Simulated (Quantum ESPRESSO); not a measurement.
# Work function, surface force and excess energy of Cu(111) films of three to eight layers with PBE and RPBE

The quantities calculated here are the work function of free-standing Cu(111) films, the force on their top layer and the excess energy of their two faces, for films of three to eight atomic layers. The work function is counted from the Fermi level up to the vacuum level outside the film, and the excess energy from the same number of layers of bulk copper. The question is how these quantities change as layers are added. It matters for thin copper contacts, where the work function enters the barrier to a neighbouring material, and for surface calculations in general, where a film of a few layers stands in for a thick crystal. Two functionals, PBE and RPBE, are applied to the same unrelaxed geometry. Measured values are set beside the computed ones further on.

## Systems and settings

Quantum ESPRESSO 7.5 (pw.x), driven by a script. Symmetric 1×1 slabs of Cu(111) (fcc) at the tabulated measured lattice constant, atoms at bulk places, 7.5 Å of empty space requested on each side (the eight-layer cell is 30.59 Å long, which leaves about 8 Å), with open boundaries by the effective screening medium. Mesh 12×12×1 for all thicknesses, Marzari-Vanderbilt smearing of 0.02 Ry, spin-paired, no spin-orbit coupling. PBE, GBRV ultrasoft: cutoffs 40 and 200 Ry; RPBE, GBRV ultrasoft made under PBE: cutoffs 40 and 200 Ry. The excess energy is the slab's energy less the number of layers times the slope of a straight line through the thicker slabs; it is twice the surface energy per cell.

- layers: number of atomic layers.
- Φ (eV): work function: vacuum level outside the slab less the Fermi level.
- force (eV/Å): force on the top atom along the outward normal; negative pulls it inwards.
- excess energy (meV): excess energy of the slab, both faces, per 1×1 cell.

## The series

```
member    layers  Φ (eV), PBE, GBRV ultrasoft  Φ (eV), RPBE, GBRV ultrasoft made under PBE  force (eV/Å), PBE, GBRV ultrasoft  force (eV/Å), RPBE, GBRV ultrasoft made under PBE  excess energy (meV), PBE, GBRV ultrasoft  excess energy (meV), RPBE, GBRV ultrasoft made under PBE
3 layers  3       4.794                        4.620                                        −0.008                             0.178                                              933                                       771
4 layers  4       4.790                        4.618                                        0.013                              0.183                                              895                                       732
5 layers  5       ?                            ?                                            ?                                  ?                                                  ?                                         ?
6 layers  6       4.745                        4.571                                        0.012                              0.186                                              899                                       737
7 layers  7       4.841                        4.668                                        0.030                              0.219                                              892                                       729
8 layers  8       4.794                        4.620                                        0.025                              0.194                                              905                                       743
```

Cells marked ? are withheld until the estimate has been made.

## What drives the series

The work function has no steady drift with thickness. With PBE it is 4.794 eV at both three and eight layers, yet between six and seven layers it rises by 4.841 − 4.745 = 0.096 eV. RPBE repeats the pattern at a lower level: its work function is below that of PBE by 0.172 to 0.174 eV in every film shown.

Confinement offers a mechanism for such jumps. Standing waves across a film of N layers with spacing d have wave numbers near nπ/(Nd), with n a whole number. Each added layer moves these levels relative to the Fermi level and changes both the filling and the charge that spills out at the faces. The effect should fade as the film thickens, whereas the largest step here lies between six and seven layers. The 12×12×1 mesh, which samples each set of levels at few points, may therefore contribute; both functionals share it, so their agreement does not rule it out.

The force on the top atom depends more on the functional than on the thickness. It stays between −0.008 and 0.030 eV/Å with PBE and between 0.178 and 0.219 eV/Å with RPBE. RPBE prefers a larger lattice constant than the measured one, so its films are held compressed and the top layer is pushed outwards. With PBE this push is weaker and nearly cancels the inward pull usual at a bare close-packed metal surface.

The excess energy settles early. With PBE it falls by 933 − 895 = 38 meV per cell from three to four layers, and the thicker films shown stay within 892 to 905 meV. Half of this, roughly 450 meV, belongs to each face. RPBE gives less for the two faces together, by 933 − 771 = 162 meV at three layers and by nearly the same amount in the other films shown, in keeping with its general tendency to make surfaces cheaper.

## Predicting the missing value

Plain estimates from the members shown:

- 5 layers (PBE, GBRV ultrasoft), straight-line interpolation between 4 layers and 6 layers: w = (5 − 4) / (6 − 4) = 0.500, so 4.790 + 0.500 × (4.745 − 4.790) = 4.768 eV

The straight line between four and six layers gives 4.768 eV for the five-layer film. It assumes that neighbouring thicknesses resemble each other, which fails on a shown member: the line between six and eight layers puts the seven-layer film at (4.745 + 4.794) / 2 = 4.770 eV, which is 4.841 − 4.770 = 0.071 eV below the computed value. The mean of the other four films, (4.794 + 4.790 + 4.745 + 4.794) / 4 = 4.781 eV, misses the same film by 0.060 eV. That is still a large miss, but the mean does not carry the low value at six layers over to its neighbour at half weight.

The mean is therefore the route chosen. Over the five films shown it is (4.794 + 4.790 + 4.745 + 4.841 + 4.794) / 5 = 4.793 eV. Confinement could shift the five-layer film to either side, but five values without a clear period fix neither the sign nor the size of that shift. The force and the excess energy are withheld for this thickness too and give no further guidance, so no correction is added.

The standard deviation of the five values about their mean is √((0.001² + 0.003² + 0.048² + 0.048² + 0.001²) / 4) = 0.034 eV. For a new member the uncertainty of the mean itself is included, which gives 0.034 × √(1 + 1/5) = 0.037 eV, rounded to 0.04 eV.

**Committed estimate, 5 layers (PBE, GBRV ultrasoft): Φ = 4.79 ± 0.04 eV.**

## The withheld result

```
member    level                                layers  Φ (eV)  force (eV/Å)  excess energy (meV)
5 layers  PBE, GBRV ultrasoft                  5       4.776   0.009         914
5 layers  RPBE, GBRV ultrasoft made under PBE  5       4.600   0.182         751
```

```
member                          estimate       Φ (eV)  computed  estimate − computed  miss in error bars
5 layers (PBE, GBRV ultrasoft)  committed      4.790   4.776     +0.014               0.4
5 layers (PBE, GBRV ultrasoft)  interpolation  4.768   4.776     −0.008
```

The estimate of 4.79 ± 0.04 eV lies 0.014 eV above the computed 4.776 eV, well inside its error bar. The straight line between four and six layers came slightly closer, with a miss of 0.008 eV, so the distrust of it was not borne out for this film. It remains an uneven route: for the six-layer film the mean of the two neighbours is (4.776 + 4.841) / 2 = 4.809 eV, which is 4.809 − 4.745 = 0.064 eV too high, and for the seven-layer film it is about as far too low.

With the gap filled, the PBE work function falls gently from three to six layers (4.794, 4.790, 4.776, 4.745 eV) and then jumps by 0.096 eV. Confinement alone would be expected to act most strongly in the thinnest films, where the steps are in fact smallest. That adds weight to incomplete sampling by the 12×12×1 mesh as a contributor, without excluding a real size effect.

## Where the trend breaks

The six- and seven-layer films stand farthest from the mean PBE work function of 4.790 eV, at 4.745 − 4.790 = −0.045 eV and 4.841 − 4.790 = +0.051 eV. RPBE shows the same two departures, so the choice of functional is not their source. Incomplete sampling by the mesh is a plausible reason, though the table does not show it: as a layer is added, levels can cross the Fermi level at a few sampled points, each of which stands for a finite part of the surface zone. A real confinement effect remains possible. A denser mesh at these two thicknesses would show how much of the jump survives.

In the excess energy the three-layer film is highest, at 933 meV per cell with PBE, against 892 to 914 meV for the thicker films. Its middle layer has a surface layer on either side and is hardly bulk-like, which may account for part of the excess. The three-layer film takes no part in fitting the reference line, so its height is not forced by the fit. For the thicker films, the earlier statement that this quantity settles early claimed too much. The line is fitted to the films of four to eight layers themselves, which removes any steady drift among them: the slope left in their PBE values is (−2 × 895 − 914 + 892 + 2 × 905) / 10 = −0.2 meV per layer, zero within rounding. What the table does show is the scatter about the line, with a spread of 914 − 892 = 22 meV. Whether a drift with thickness lies beneath it could only be tested against a bulk energy calculated separately.

## Checking against experiment

```
member    quantity  measured  computed, PBE, GBRV ultrasoft  computed − measured  conditions                                                                                                                    source
8 layers  Φ (eV)    4.9       4.794                          −0.106               compiled values differ between sources by a tenth of an eV or more; compiled experimental value; Cu(111) single-crystal face  [1]
```

Sources:

[1] "Anisotropic work function of elemental crystals" (2019, arXiv:1902.07811)

The measured work function, 4.9 eV, belongs to the face of a thick crystal and is set beside the eight-layer film. PBE is lower by 0.106 eV and RPBE by 4.9 − 4.620 = 0.280 eV, so PBE is the nearer of the two levels. A single measured value says nothing about the change with thickness.

Compiled values differ between sources by a tenth of an eV or more, which is as large as the PBE error itself. The variation among the computed films is of similar size: the seven-layer film would have come within 0.06 eV of the measured value, the six-layer film only within 0.16 eV. The PBE error is therefore not sharply determined, whereas the RPBE error is clearly negative.

The sign is the usual one, since semi-local functionals tend to give metals work functions that are too low by one or two tenths of an eV. Steps and defects on a real crystal face would not explain it. They generally lower the measured work function, so a perfect face would lie higher still and the gap would widen.

## Conclusions

From three to eight layers the PBE work function scatters about 4.790 eV with a standard deviation of √((0.004² + 0.000² + 0.014² + 0.045² + 0.051² + 0.004²) / 5) = 0.031 eV, which is roughly the error to expect when one of these films is estimated from the mean of the others. The offset between the functionals is much steadier: PBE lies above RPBE by 0.172 to 0.176 eV in all six films, so one functional gives the other almost exactly.

In practical terms, the threshold wavelength for photoemission is hc/Φ, with hc = 1240 eV nm. The mean gives 1240 / 4.790 = 259 nm, and the scatter among films corresponds to about 2 nm.

Two effects outside the table can exceed its spread. A substrate or an adsorbed layer can shift the work function by several tenths of an eV, in either direction. Dispersion forces, which PBE and RPBE largely miss, would raise the surface energy, by roughly a tenth of an eV per surface atom.

[On method and selection: Runs that did not converge, have known faults or may not be shown are not listed, and runs on Ansatz's PAW sets soft_1 and soft_2 are kept to separate tables. Runs in which the search for lower states was switched off are not listed.]

[Logs are printed without paths, hosts, clocks, repeated set-up lines and the standing remarks that a program may print on its own settings, such as how far it seeks lower states.]
